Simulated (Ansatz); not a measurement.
## A series in volume scale on SrPt5

All results are calculated (Ansatz 0.2.0). Free energy against uniform scaling of the volume at fixed shape and fractions; periodic cell, basis, potentials, k mesh and filling as listed.

The cell before it is scaled or strained (space group P6/mmm, No. 191):
```
cell vectors (Å)
   5.3970     0.0000     0.0000
  -2.6985     4.6739     0.0000
   0.0000     0.0000     4.3640
atoms (fractions of the cell vectors)
Sr  0.00000  0.00000  0.00000
Pt  0.50000  0.00000  0.50000
Pt  0.50000  0.50000  0.50000
Pt  0.00000  0.50000  0.50000
Pt  0.33333  0.66667  0.00000
Pt  0.66667  0.33333  0.00000
```

Settings of every row: functional LDA; dispersion none; potentials PAW; wave cutoff 380 eV; density cutoff 1520 eV; k mesh 5x5x5; k shift 0x0x0; occupations fermi dirac; smearing width 0.1 eV; spin none; xc grid level 3; SCF threshold exponent -5.

Limits: coarse k mesh, up to 40 meV an atom off; cutoff under the advised one; loose SCF threshold; no spin-orbit coupling, which can matter with elements this heavy.

```csv
row,volume scale,V (Å³/atom),energy above lowest point (meV/atom)
1,0.88,16.145,132.3
2,0.92,16.879,39.2
3,0.96,17.613,0
4,1,18.347,?
5,1.04,19.081,38.1
6,1.08,19.815,98.6
7,1.12,20.549,178.4
```

Question: what energy above lowest point should row 4 give?

Worked fit of energy above lowest point. Take u = (V_r/V)^(2/3) − 1 with V_r = 18.347 Å³ an atom, which is twice the finite (Eulerian) strain; such expansions in the strain, on which the Birch-Murnaghan equation of state is built, carry the rest volume and the bulk modulus. The shown rows have u = 0.08898, 0.05717, 0.02759, -0.02581, -0.05002, -0.07278. Least squares give energy above lowest point = 2.83 − 765.3 × u + 23678 × u² + 14358 × u³ meV/atom; a parabola predicts inner rows, each left out in turn, worse (root mean square 2.6 against 0.081 meV/atom). All shown rows lie on it to the printed digit. Its lowest point lies at u = 0.0159, or V = 17.92 Å³ an atom, and the curvature there gives the bulk modulus at fixed shape and fractions, B = (4/9)(1 + u)² E″(u)/V = 200 GPa. Letting shape and atoms relax would as a rule lower it, by much in layered, chain or molecular crystals. The withheld row has u = 0, so the fit gives 2.83 − 765.3 × (0) + 23678 × (0)² + 14358 × (0)³ = 2.8 meV/atom.

The calculation gave 2.8 meV/atom. The fit meets it to the printed digit.
